## The continuum-mechanics equation for the displacement field

**Student.** You claim that the excitation spectrum of a many-electron system can come from one vector field $\mathbf u(\mathbf r,t)$, without orbitals, and that for one electron the result is exact. A fluid picture seems too crude for discrete levels.

**Lecturer.** Then watch where the approximation enters. It enters once. The scheme is that of Tao, Gao, Vignale and Tokatly (2009). The premises:

1. $N$ electrons of mass $m$, with $\hat H_0=\sum_i[-\frac{\hbar^2}{2m}\nabla_i^2+V_0(\mathbf r_i)]+\sum_{i<j}W(\mathbf r_i-\mathbf r_j)$, no magnetic field and no spin-orbit coupling. $\hat H_0$ is real.
2. At fixed $S_z$ the ground state $\psi_0$ is non-degenerate, hence real. Its density $n_0$, normalised to $N$, is positive inside a connected region.
3. A weak scalar potential energy $\hat V_1=\sum_iV_1(\mathbf r_i,t)$ is switched on from zero. Its constant is fixed by $\int n_0V_1=0$, and we work to first order.

Write $\bar H=\hat H_0-E_0\ge0$, and $(f,g)$ for the real scalar product over all coordinates and spins.

### Exact linear equations

**Lecturer.** Put $\psi=e^{-iE_0t/\hbar}(\psi_0+a+ib)$ with $a,b$ real and of first order. The imaginary and real parts of the Schrödinger equation are

$$\hbar\dot a=\bar Hb,\qquad \hbar\dot b=-\bar Ha-\hat V_1\psi_0.\tag{1}$$

The density change $n_1$ is $2N\psi_0a$ integrated over all coordinates but one, so it involves only $a$. Define the displacement from the first-order particle current, $\mathbf j_1=n_0\dot{\mathbf u}$, with $\mathbf u=0$ before the perturbation. Integrating $\dot n_1=-\nabla\cdot\mathbf j_1$ in time gives

$$n_1=-\nabla\cdot(n_0\mathbf u).\tag{2}$$

**Student.** So far $\mathbf u$ is a name for the time-integrated current.

**Lecturer.** Yes, and we need its equation of motion. Take a smooth time-independent test field $\mathbf w(\mathbf r)$, with no normal component at a hard wall, and define

$$\hat A_{\mathbf w}=-\sum_i\big[\mathbf w(\mathbf r_i)\cdot\nabla_i+\tfrac12\nabla_i\cdot\mathbf w(\mathbf r_i)\big],\qquad a_{\mathbf w}=\hat A_{\mathbf w}\psi_0.\tag{3}$$

$\hat A_{\mathbf w}$ is real, and antisymmetric by partial integration. Three facts follow.

First, $2\psi_0a_{\mathbf w}=-\sum_i\nabla_i\cdot(\mathbf w_i\psi_0^2)$. Multiply by $\hat\Phi=\sum_j\phi(\mathbf r_j)$ and integrate by parts. Only $i=j$ survives:

$$2(\hat\Phi\psi_0,a_{\mathbf w})=\int n_0\,\mathbf w\cdot\nabla\phi=-\int\phi\,\nabla\cdot(n_0\mathbf w).\tag{4}$$

So $a_{\mathbf w}$ carries the density change $-\nabla\cdot(n_0\mathbf w)$, and $\phi=1$ gives $(\psi_0,a_{\mathbf w})=0$.

Second, $\bar H\hat\Phi\psi_0=[\hat H_0,\hat\Phi]\psi_0=-\frac{\hbar^2}{2m}\sum_i(\nabla_i^2\phi+2\nabla_i\phi\cdot\nabla_i)\psi_0$, so for a gradient field

$$a_{\nabla\phi}=\frac{m}{\hbar^2}\bar H\hat\Phi\psi_0.\tag{5}$$

Third, the current operator is $\hat{\mathbf j}(\mathbf r)=\sum_i\{\hat{\mathbf p}_i,\delta(\mathbf r-\mathbf r_i)\}/2m$, so $m\int\mathbf w\cdot\hat{\mathbf j}=\frac12\sum_i\{\mathbf w_i,\hat{\mathbf p}_i\}=i\hbar\hat A_{\mathbf w}$. In its first-order expectation value the $a$ terms cancel by antisymmetry, and the $b$ terms give $i\hbar[i(\psi_0,\hat A_{\mathbf w}b)-i(b,\hat A_{\mathbf w}\psi_0)]=2\hbar(b,a_{\mathbf w})$. Differentiate in time, insert (1), and use (4) with $\phi=V_1$:

$$m\int n_0\,\mathbf w\cdot\ddot{\mathbf u}=-2(a_{\mathbf w},\bar Ha)-\int n_0\,\mathbf w\cdot\nabla V_1.\tag{6}$$

This is the local momentum balance, exact in linear response.

**Student.** And useless, because $a$ lives in $3N$ dimensions.

**Lecturer.** Unclosed, rather. Note that $b$, which carries the current, has dropped out of the force. Only $a$ needs a closure.

### The elastic approximation

**Lecturer.** The closure is

$$a(t)\approx a_{\mathbf u(t)}.\tag{7}$$

To see its meaning, move every electron coordinate by the map $\boldsymbol\xi\to\mathbf r=\boldsymbol\xi+\mathbf u(\boldsymbol\xi)$, with Jacobian determinant $J$, and carry the ground state along:

$$\psi[\mathbf u](\mathbf r_1,\dots)=\psi_0(\boldsymbol\xi_1,\dots)\prod_iJ(\boldsymbol\xi_i)^{-1/2}.\tag{8}$$

The factors $J^{-1/2}$ keep the norm. To first order $\boldsymbol\xi=\mathbf r-\mathbf u(\mathbf r)$ and $J^{-1/2}=1-\frac12\nabla\cdot\mathbf u$, so $\psi[\mathbf u]=\psi_0+a_{\mathbf u}+O(u^2)$.

**Student.** A second-order energy needs the $O(u^2)$ part of the state too.

**Lecturer.** Not here. With $\delta=\psi[\mathbf u]-\psi_0$ and $\bar H\psi_0=0$, the energy above $E_0$ is exactly $(\delta,\bar H\delta)$. There is no first-order term, and the second-order term is

$$E_2[\mathbf u]=(a_{\mathbf u},\bar Ha_{\mathbf u}).\tag{9}$$

Since $a_{\mathbf u}$ is linear in $\mathbf u$ and $\bar H$ is symmetric, $\int\mathbf w\cdot\delta E_2/\delta\mathbf u=2(a_{\mathbf w},\bar Ha_{\mathbf u})$. Put (7) into (6). Because $\mathbf w$ is arbitrary,

$$m\,n_0\,\ddot{\mathbf u}=-\frac{\delta E_2[\mathbf u]}{\delta\mathbf u}-n_0\nabla V_1.\tag{10}$$

It is the Euler-Lagrange equation of $\int\frac12mn_0\dot{\mathbf u}^2-E_2[\mathbf u]-\int n_0\mathbf u\cdot\nabla V_1$: the force depends on the present deformation alone, hence the word elastic.

**Student.** What was thrown away?

**Lecturer.** The remainder $\rho=a-a_{\mathbf u}$ and its force $-2(a_{\mathbf w},\bar H\rho)$. By (2) and (4), $a$ and $a_{\mathbf u}$ give the same $n_1$, so $\rho$ is a rearrangement at fixed density. It depends on the history of the motion.

**Student.** Many closures would respect the density. Why this one?

**Lecturer.** Because it becomes exact at high frequency. From (1), $\hbar^2\ddot a=-\bar H^2a-\bar H\hat V_1\psi_0$. For a drive at frequency $\omega$, expand in $1/\omega^2$: $a=\bar H\hat V_1\psi_0/\hbar^2\omega^2+O(\omega^{-4})$, which by (5) is $a_{\nabla V_1}/m\omega^2$. Equation (6) gives $\mathbf u=\nabla V_1/m\omega^2+O(\omega^{-4})$. So $\rho=O(\omega^{-4})$, the internal force is right at order $\omega^{-2}$, and $\mathbf u$ is right through $\omega^{-4}$. These two orders are the $f$-sum rule and the third-moment sum rule. The argument needs $E_2[\nabla V_1]$ finite.

### The eigenproblem

**Lecturer.** Set $V_1=0$ and $\mathbf u\propto\cos\omega t$. With $K(\mathbf w,\mathbf u)=2(a_{\mathbf w},\bar Ha_{\mathbf u})$,

$$K(\mathbf w,\mathbf u_\lambda)=m\omega_\lambda^2\int n_0\,\mathbf w\cdot\mathbf u_\lambda\quad\text{for all }\mathbf w.\tag{11}$$

$K$ is real and symmetric, so the problem is hermitian in the scalar product with weight $n_0$. Taking $\mathbf w=\mathbf u_\mu$ and subtracting the equation with the labels exchanged gives $(\omega_\lambda^2-\omega_\mu^2)\int n_0\mathbf u_\lambda\cdot\mathbf u_\mu=0$. And $m\omega_\lambda^2\int n_0u_\lambda^2=2E_2\ge0$, because $\bar H\ge0$.

**Student.** Positive, or only non-negative?

**Lecturer.** Non-negative. $E_2=0$ requires $a_{\mathbf u}\propto\psi_0$, and $(\psi_0,a_{\mathbf u})=0$ then forces $a_{\mathbf u}=0$. That happens: a rigid rotation of a state with zero orbital angular momentum is one case. By (4) a zero mode has $\nabla\cdot(n_0\mathbf u)=0$, so it moves no density and a scalar potential does not drive it. In one dimension $n_0u$ would be constant, and a finite $\int n_0u^2$ in a bound system makes the constant zero: there the problem is strictly positive.

For modes normalised to $\int n_0\mathbf u_\lambda\cdot\mathbf u_\mu=\delta_{\lambda\mu}$, projecting (10) gives amplitudes $\int n_0\mathbf u_\lambda\cdot\nabla V_1/m(\omega^2-\omega_\lambda^2)$. With (2) and one partial integration, the density response, $n_1=\int\chi V_1$, away from the poles is

$$\chi(\mathbf r,\mathbf r',\omega)=\sum_\lambda\frac{\nabla\cdot(n_0\mathbf u_\lambda)\;\nabla'\cdot(n_0\mathbf u_\lambda)'}{m(\omega^2-\omega_\lambda^2)},\tag{12}$$

where primes mark the argument $\mathbf r'$.

### Explicit form in one dimension

**Student.** Equation (9) still holds the many-body wave function. Where is the orbital-free part?

**Lecturer.** Evaluate the energy of (8) in the coordinates $\xi$. In one dimension $J=1+u'$, $\partial_x=J^{-1}\partial_\xi$, $dx=J\,d\xi$, and primes now mean derivatives. Each electron contributes $\frac{\hbar^2}{2m}J^{-2}(\partial\psi_0-\frac12\psi_0J'/J)^2$. Let $\tau$ be $\frac{\hbar^2}{m}N(\partial_1\psi_0)^2$ integrated over the other coordinates; $N\psi_0\partial_1\psi_0$ integrates likewise to $n_0'/2$. Then

$$T[u]=\int\Big[\frac{\tau}{2J^2}-\frac{\hbar^2n_0'J'}{4mJ^3}+\frac{\hbar^2n_0J'^2}{8mJ^4}\Big]d\xi.$$

The second-order parts are $3u'^2$ from $J^{-2}$, $-3u'u''$ from $J'/J^3$, and $u''^2$ from the last term. Write $u'u''=\frac12(u'^2)'$ and integrate by parts; the boundary term $n_0'u'^2$ vanishes at infinity and at a hard wall, where $n_0$ is quadratic in the distance. The potential energies are $\int n_0V_0(\xi+u)$ and $\frac12\iint n_2\,W(x-y+u(x)-u(y))$, with $n_2(x,y)$ the ground-state pair density normalised to $N(N-1)$. Taylor expansion gives

$$E_2=\int\Big[\tfrac32T_0u'^2+\frac{\hbar^2}{8m}n_0u''^2+\tfrac12n_0V_0''u^2\Big]dx+\tfrac14\iint n_2W''(x-y)[u(x)-u(y)]^2,\tag{13}$$

with the kinetic stress $T_0=\tau-\frac{\hbar^2}{4m}n_0''$. Varying, with $n_2$ symmetric and $W$ even,

$$mn_0\ddot u=(3T_0u')'-\frac{\hbar^2}{4m}(n_0u'')''-n_0V_0''u-\int n_2W''(x-y)[u(x)-u(y)]dy-n_0V_1'.\tag{14}$$

The inputs are $n_0$, $T_0$ and $n_2$, all ground-state properties. In three dimensions the same steps bring in a kinetic stress tensor.

**Student.** $V_0''$ can be negative. Then (13) is not a sum of squares.

**Lecturer.** Correct. The sign is guaranteed through (9), which used $\bar H\psi_0=0$. With approximate inputs that do not come from the ground state of $\hat H_0$, the guarantee lapses.

### One electron

**Lecturer.** For $N=1$ nothing is integrated out: $n_1=2\psi_0a$ point by point, and (3) reads $a_{\mathbf u}=-\nabla\cdot(n_0\mathbf u)/2\psi_0$. The ground state has no interior node, so we may divide, and (2) gives

$$a=\frac{n_1}{2\psi_0}=-\frac{\nabla\cdot(n_0\mathbf u)}{2\psi_0}=a_{\mathbf u}.$$

So $\rho=0$: one electron has no rearrangement at fixed density. Equation (10) is then exact in linear response, at all frequencies and in any dimension.

**Student.** I want to see the levels come out.

**Lecturer.** First a lemma for any $N$. Suppose $\hat\Phi\psi_0$ is an exact eigenstate, $\bar H\hat\Phi\psi_0=\hbar\omega\hat\Phi\psi_0$ with $\omega>0$. By (5), $a_{\nabla\phi}=(m\omega/\hbar)\hat\Phi\psi_0$, and then by (4)

$$K(\mathbf w,\nabla\phi)=2m\omega^2(a_{\mathbf w},\hat\Phi\psi_0)=m\omega^2\int n_0\,\mathbf w\cdot\nabla\phi.$$

That is (11): $\nabla\phi$ is an elastic mode at the exact frequency. For one electron every excited state qualifies. Take real normalised $\psi_s$ with $E_s-E_0=\hbar\omega_s$ and $\phi=\psi_s/\psi_0$:

$$\mathbf u_s=\nabla(\psi_s/\psi_0),\qquad a_{\mathbf u_s}=\frac{m\omega_s}{\hbar}\psi_s,\qquad\int n_0\mathbf u_s\cdot\mathbf u_t=\frac{2m\omega_s}{\hbar}\delta_{st}.\tag{15}$$

The last relation is (4) with $\mathbf w=\mathbf u_s$ and $\phi=\psi_t/\psi_0$.

**Student.** That shows the exact lines are present. Equation (14) is of fourth order. It could have extra ones.

**Lecturer.** Let $\mathbf w$ be orthogonal to every $\mathbf u_s$. By (4), $(\psi_s,a_{\mathbf w})=0$ for all $s\ge1$, and it holds for $s=0$ too. Completeness of the $\psi_s$ gives $a_{\mathbf w}=0$: a zero mode, absent in one dimension and invisible to the density in more. So the non-zero elastic spectrum is the set $\omega_s$, with the right degeneracies; I wrote it for a discrete spectrum. The weights are right as well. From (15), $\nabla\cdot(n_0\mathbf u_s)=-2(m\omega_s/\hbar)\psi_0\psi_s$; divide its square by the norm $2m\omega_s/\hbar$, and (12) becomes

$$\chi=\sum_s\frac{2\omega_s}{\hbar(\omega^2-\omega_s^2)}\,\psi_0\psi_s(\mathbf r)\,\psi_0\psi_s(\mathbf r'),$$

the exact spectral form for one electron.

### Range of validity

**Student.** And for many electrons, what does an elastic frequency mean?

**Lecturer.** Take a gradient field $\mathbf u=\nabla\phi$, which in one dimension is every field, and exact eigenstates with $\Phi_\nu=(\psi_\nu,\hat\Phi\psi_0)$. Equations (4) and (5) give $\int n_0u^2=\frac{2m}{\hbar}\sum_\nu\omega_\nu\Phi_\nu^2$, and (9) gives $2E_2/m=\frac{2m}{\hbar}\sum_\nu\omega_\nu^3\Phi_\nu^2$. Therefore

$$\frac{2E_2}{m\int n_0u^2}=\frac{\sum_\nu\omega_\nu\Phi_\nu^2\;\omega_\nu^2}{\sum_\nu\omega_\nu\Phi_\nu^2}.\tag{16}$$

The squared elastic frequency of such a field is a mean of exact squared frequencies, weighted by oscillator strength. The summary:

- All of it is linear response from a real, non-degenerate ground state under a scalar drive.
- It is exact for one electron. It is exact for any mode covered by the lemma, such as the centre-of-mass mode $\phi=x$ of interacting electrons in a harmonic trap.
- For any $N$ it is right through $\omega^{-4}$ when $E_2[\nabla V_1]$ is finite.
- Otherwise groups of exact lines are replaced by averages as in (16). The force has no memory, so there is no friction term, and states that $\hat A_{\mathbf w}$ does not reach from $\psi_0$, such as double excitations of independent electrons, never appear.
- In the static limit the exact $a$ minimises $(a,\bar Ha)+2(a,\hat V_1\psi_0)$, by (1), while (10) minimises it over the $a_{\mathbf u}$ alone. The elastic static response $|\int V_1n_1|$ therefore never exceeds the exact one.

### The 10 nm well

**Lecturer.** Take one electron with the free-electron mass between hard walls at $x=0$ and $L=10$ nm. Let $\theta=\pi x/L$. Then $\psi_s=\sqrt{2/L}\sin(s+1)\theta$ and $E_s=(s+1)^2\varepsilon$, with $\hbar^2/2m=38.10$ meV nm$^2$ and

$$\varepsilon=\frac{\hbar^2\pi^2}{2mL^2}=3.760\ \text{meV}.$$

With $n_0=\frac2L\sin^2\theta$ we have $\tau=\frac{4\varepsilon}{L}\cos^2\theta$ and $\frac{\hbar^2}{4m}n_0''=\frac{2\varepsilon}{L}\cos2\theta$, so $T_0=2\varepsilon/L=0.752$ meV/nm, a constant equal to the force $-dE_0/dL$ on a wall. Inside, $V_0''=0$.

**Student.** Then the walls enter only as boundary conditions. Which?

**Lecturer.** At a wall $a_u=-u\psi_0'$, and a state of finite energy must vanish there, so $u(0)=u(L)=0$. The other boundary term in the variation of (13), $n_0u''\,\delta u'$, vanishes by itself for regular $u$. Put $\Omega=\hbar\omega/\varepsilon$ and divide (14) by $\hbar^2\pi^4/2mL^5$. With primes now on $\theta$,

$$\Omega^2\sin^2\theta\;u=(\sin^2\theta\;u'')''-6u''.\tag{17}$$

Try $u=\sin\theta$. Then $(-\sin^3\theta)''=-6\sin\theta+9\sin^3\theta$ and $-6u''=6\sin\theta$, so $\Omega^2=9$. For $u=\sin2\theta$, use $\sin^2\theta\sin2\theta=\frac12\sin2\theta-\frac14\sin4\theta$: the right side is $8\sin2\theta-16\sin4\theta+24\sin2\theta$, which is 64 times that product. These are (15), since $\sin2\theta/\sin\theta=2\cos\theta$, $\sin3\theta/\sin\theta=1+2\cos2\theta$ and $\sin4\theta/\sin\theta=2\cos\theta+2\cos3\theta$. In general $\Omega_s=s(s+2)$.

For a uniform field, (12) gives the dipole strength $f_s=(\int n_0u_s)^2/\int n_0u_s^2$, which by (4) and (15) equals $2m\omega_sx_{0s}^2/\hbar$. For odd $s$, $|x_{0s}|=8L(s+1)/\pi^2\Omega_s^2$, so $f_s=64(s+1)^2/\pi^2\Omega_s^3$; for even $s$ it is zero by symmetry.

| $s$ | $u_s$ up to a factor | $\Omega_s^2$ | $\hbar\omega_s$ (meV) | $f_s$ |
|---|---|---|---|---|
| 1 | $\sin\theta$ | 9 | 11.28 | 0.9607 |
| 2 | $\sin2\theta$ | 64 | 30.08 | 0 |
| 3 | $\sin\theta+3\sin3\theta$ | 225 | 56.40 | 0.0307 |

**Student.** But $f_s\Omega_s^2$ tends to $64/\pi^2$. Your third moment diverges.

**Lecturer.** It does. A uniform $u$ pushes the state through the wall, $E_2$ is infinite, and the high-frequency expansion fails for this drive. The one-electron proof never used that expansion, so it stands, and the $f_s$ still sum to one.

**Student.** You knew the answers, though. What if I guess a shape?

**Lecturer.** Since (11) is hermitian, the Rayleigh quotient $[\int\sin^2\theta\,u''^2+6\int u'^2]/\int\sin^2\theta\,u^2$ bounds the lowest $\Omega^2$ from above. For $u=\theta(\pi-\theta)$ the numerator is $2\pi+2\pi^3=68.30$ and the denominator $\pi^5/60+3\pi/4=7.457$. So $\Omega^2\le9.159$, $\Omega\le3.026$, or 11.38 meV, an error of 0.9 per cent on the high side.

**Student.** Show me a failure in the same well.

**Lecturer.** Add a second electron of the same spin and no interaction, so that $\psi_0$ and $\psi_1$ are filled. Densities and stresses add: $\sin^2\theta\to\sin^2\theta+\sin^22\theta$, and $T_0$ grows by the factor $1+4$, so $6\to30$ in (17). The field $u=\sin\theta$ has $\phi\propto\cos\theta$, which by the Pauli principle excites only $1\to2$. The lemma applies, and the quotient is 25, the exact 18.80 meV. The field $u=\sin2\theta$ has $\phi\propto\cos2\theta$, which excites $0\to2$ ($\Omega=8$) and $1\to3$ ($\Omega=12$) with equal matrix elements. The weights in (16) are 0.4 and 0.6, so $\Omega^2=112$ and $\Omega=10.58$. Diagonalising in the basis $\sin2j\theta$ lowers this to 10.57. The lowest elastic line of that symmetry lies near 40 meV, where the exact spectrum has lines at 30.08 and 45.12 meV.

With the single electron no such merging occurs: the model's lowest line is $3\varepsilon=11.28$ meV, or 2.73 THz, equal to the exact level spacing of the well, and every line scales as $1/mL^2$.